# ZnSe: reading inward from the zone edge

The levels of ZnSe are known here at five wave vectors, all in the outer part of the Brillouin zone. The question for this page is how far they fix the levels at two points further in: the zone centre, and a point one third of the way from the centre to X on the line through K. The level of theory is PBE without spin-orbit coupling.

The columns "level under 1" to "level under 4" count downward from the gap, and "level over 1" is the lowest conduction level. Energies are in eV from the valence top. Each column follows energy order, so it need not follow one band from row to row.

Levels of ZnSe (F-43m, two-atom cell with edges of 4.008 Å) at points of a 6×6×6 k mesh, computed with ABINIT 10.8.3 using PBE without spin polarisation or spin-orbit coupling. The run used PseudoDojo NC SR PBE v0.4.1 standard pseudopotentials and a plane-wave cutoff of 1061.24 eV. Energies are counted from the valence top.

```csv
point a (reciprocal cell vector),point b (reciprocal cell vector),point c (reciprocal cell vector),level under 4 (eV),level under 3 (eV),level under 2 (eV),level under 1 (eV),level over 1 (eV)
0.0000,0.0000,0.0000,?,?,?,?,?
0.5000,0.0000,0.0000,-6.012,-5.222,-0.866,-0.866,2.547
0.5000,0.1667,0.0000,-6.034,-4.859,-1.892,-1.249,3.648
-0.1667,0.1667,0.0000,?,?,?,?,?
-0.3333,0.3333,0.0000,-5.942,-4.664,-3.140,-1.520,3.850
0.5000,0.5000,0.0000,-5.992,-4.748,-2.182,-2.182,2.991
-0.3333,0.5000,0.1667,-5.900,-4.700,-2.620,-2.548,4.474
```

## A flat level and mobile ones

Among the five known points, "level under 4" varies by only 0.13 eV, while "level under 1" and "level over 1" each vary by more than 1.5 eV. A level depends on the wave vector to the extent that electrons pass between atoms. The flat level fits the compact 3d shell of Zn, and the valence levels above it are mainly Se 4p; this assignment comes from the known chemistry of ZnSe, since energies alone carry no orbital label. For the flat level the plain forecast at both inner points is the mean of the known values.

## The centre

At the centre, the cubic symmetry makes the three Se p directions equivalent. Without spin-orbit coupling they must give three equal levels. ZnSe is known to have its valence top there, so all three should stand at zero.

The calculation reports a gap of 1.288 eV, and the smallest direct gap has the same value. None of the five known points holds a band edge. With the known direct gap of ZnSe at the centre, the lowest conduction level there follows as 1.288 eV. That is a deduction from a reported result and earns no credit as a forecast.

## The line to X

Let x be the fraction of the way from the centre to X. The point (−0.1667, 0.1667, 0) has x = 1/3 and (−0.3333, 0.3333, 0) has x = 2/3. The line ends at a point equivalent to (0.5, 0.5, 0), which is X.

An electron wave changes its phase from one crystal cell to the next. Coupling between two cells adds an energy that varies as the cosine of that phase difference. On this line, the nearest cells already bring in both cos πx and cos 2πx. The next odd term, cos 3πx, begins only with third-nearest cells, so it should be small if coupling is short-ranged.

This is why a single cosine drawn from the centre to X is too simple. At the known point x = 2/3 it puts the conduction level 1.3 eV too low. The second cosine is needed, but its strength need not be found: cos 2πx has the same value at one third and two thirds, and drops out of their difference. The first cosine alone then links the two points to the ends of the line:

E(1/3) = E(2/3) + [E(centre) − E(X)] / 2

Here E is the energy of one band at the stated point. For the highest valence level the estimate is −1.520 + [0 − (−2.182)] / 2 = −0.429 eV. The row being forecast does not enter it.

## Which valence levels belong together

The line lies in a mirror plane of the crystal. The Se p orbital that points out of this plane changes sign on reflection and forms a band of its own. I take this to be the highest valence band, because its sideways overlap along the line is weak. The two orbitals within the plane can mix and repel each other.

Such a repulsion pushes one level up and the other down by the same amount. Their mean is therefore a safer quantity for the formula than either level alone. Their separation escapes the formula. It is zero at the centre, 1.52 eV at two thirds and 2.57 eV at X, so its forecast is only a rough guess.

The forecasts are as follows.

- **One third, highest valence level:** −0.43 eV, range −0.58 to −0.28.
- **One third, mean of the next two:** −2.17 eV, range −2.6 to −1.8.
- **One third, separation of these two:** about 1.5 eV, range 1.0 to 2.5.
- **One third, lowest conduction level:** 3.0 eV, range 2.6 to 3.6.
- **Centre, three highest valence levels:** zero.
- **Both points, "level under 4":** −5.98 eV, within 0.15 eV.

For the three forecasts made with the formula, the ranges are judgements about the neglected cosine, as no other line in the table tests it. The conduction range reaches further upward because a band of light electrons climbs from its minimum faster than a smooth cosine.

The withheld rows as computed:

```csv
point a (reciprocal cell vector),point b (reciprocal cell vector),point c (reciprocal cell vector),level under 4 (eV),level under 3 (eV),level under 2 (eV),level under 1 (eV),level over 1 (eV)
0.0000,0.0000,0.0000,-6.172,0.000,0.000,0.000,1.288
-0.1667,0.1667,0.0000,-6.156,-2.995,-1.445,-0.382,3.584
```

## The valence bands

The highest valence level at one third is −0.38 eV, within 0.05 eV of the forecast. The mean of the next two is equally close. The neglected third cosine is thus small here, as expected for short-ranged coupling. The even cosines drop out of the formula, so the hit says nothing about their strength. The result also suits the mirror assignment, though only the orbitals themselves could confirm it. The separation of the other two levels, 1.55 eV, agrees with its forecast as well, but a rough guess that comes out right tests no rule.

At the centre the three levels coincide at zero, as symmetry requires. In the real crystal, spin-orbit coupling splits this triplet by roughly 0.4 eV. It raises two of the levels by about a third of that splitting and lowers the remaining one by two thirds, so a comparison with a measured spectrum has to allow for both shifts.

## The conduction band

The conduction level at one third is 3.58 eV. The forecast was 0.59 eV too low, and the computed value only just lies within the range. The band climbs by 2.3 eV in the first third of the line and by a mere 0.3 eV in the second. The formula spreads this early climb too evenly.

Standard band theory suggests part of the reason. Close to the centre, the lowest conduction state and a valence state couple more strongly as the wave vector grows, and they repel each other across a small gap. The electron is therefore light, and its energy soon rises steeply. A bend confined to so small a region needs rapidly varying cosines. In a description by one band alone, these stand for coupling between distant cells, even if each atom couples only to its near neighbours.

If the whole miss is assigned to cos 3πx, the strength of that term is −0.20 eV. The repulsion may not account for all of it. It should also push its valence partner down, yet the mean that contains this partner was forecast to about 0.05 eV. What else bends the conduction band remains untested here.

The conduction level at the centre is 1.288 eV, as deduced. The lowest conduction levels at L, the point (0.5, 0, 0), and at X lie 1.26 and 1.70 eV higher, far above the thermal energy at room temperature. In a light emitter, electrons therefore gather at the centre, where they can recombine directly with holes at the valence top. The colour should not be read from this gap, since PBE makes it much too small; the measured one is roughly 2.8 eV.

## The flat level

The flat level brought the two clear failures. It lies at −6.17 eV at the centre and −6.16 eV at one third, below the forecast range in both cases. The errors of nearly 0.2 eV are small beside the movement of the other bands, but larger than the whole spread among the known points.

The fault lies in the sample behind the mean. All five known points sit in the outer zone, and their agreement with one another was taken as flatness everywhere. A possible cause of the lower values further in is mixing with the deeper Se 4s states: symmetry forbids it at the centre, and further out it could raise the highest of the five Zn 3d levels, which is the one in this column. That is a guess which the energies alone can't test. PBE also places the Zn 3d levels a few eV too close to the valence top, so their energies here aren't those of the real crystal.

On this line, then, the two outer points and the known values at the centre were enough for the upper valence levels, once the two that mix were averaged. They were not enough for the lowest conduction level, which climbs too early for the formula. The printed analysis after this page gives the forecasts and misses; its formula uses the levels at two thirds and at X together with the deduced values at the centre.

Output of the analysis:

```
Wave vectors in units of 2 pi / a:
      row       kx       ky         kz
      0.0        0        0          0
      0.5     -0.5      0.5        0.5
      0.5  -0.3333   0.3333     0.6667
  -0.1667   0.3334  -0.3334          0
  -0.3333   0.6666  -0.6666          0
      0.5        0        0          1
  -0.3333        1  -0.6666  2.776e-17
Single cosine at two thirds, top valence, prediction less computed (eV): -0.1165
Single cosine at two thirds, pair mean, prediction less computed (eV): 1.303
Single cosine at two thirds, conduction, prediction less computed (eV): -1.285
Forecast at one third, top valence level (eV): -0.429
Miss at one third, top valence level, prediction less computed (eV): -0.047
Forecast at one third, mean of next two levels (eV): -2.17
Computed at one third, mean of next two levels (eV): -2.22
Miss at one third, mean of next two levels, prediction less computed (eV): 0.0505
Separation of these two levels at two thirds (eV): 1.524
Separation of these two levels at X (eV): 2.566
Separation of these two levels at one third, computed (eV): 1.55
Forecast at one third, lowest conduction level (eV): 2.998
Miss at one third, lowest conduction level, prediction less computed (eV): -0.5855
Third harmonic implied by the conduction miss (eV): -0.1952
Forecast at both points, fourth level under the gap (eV): -5.976
Spread of the fourth level over the known points (eV): 0.134
Miss at the centre, fourth level, prediction less computed (eV): 0.196
Miss at one third, fourth level, prediction less computed (eV): 0.18
Miss at the centre, top valence level, zero less computed (eV): 0
Spread of the upper three valence levels at the centre, computed (eV): 0
Miss at the centre, conduction level, deduction less computed (eV): 0
L valley above the conduction minimum (eV): 1.259
X valley above the conduction minimum (eV): 1.703
```
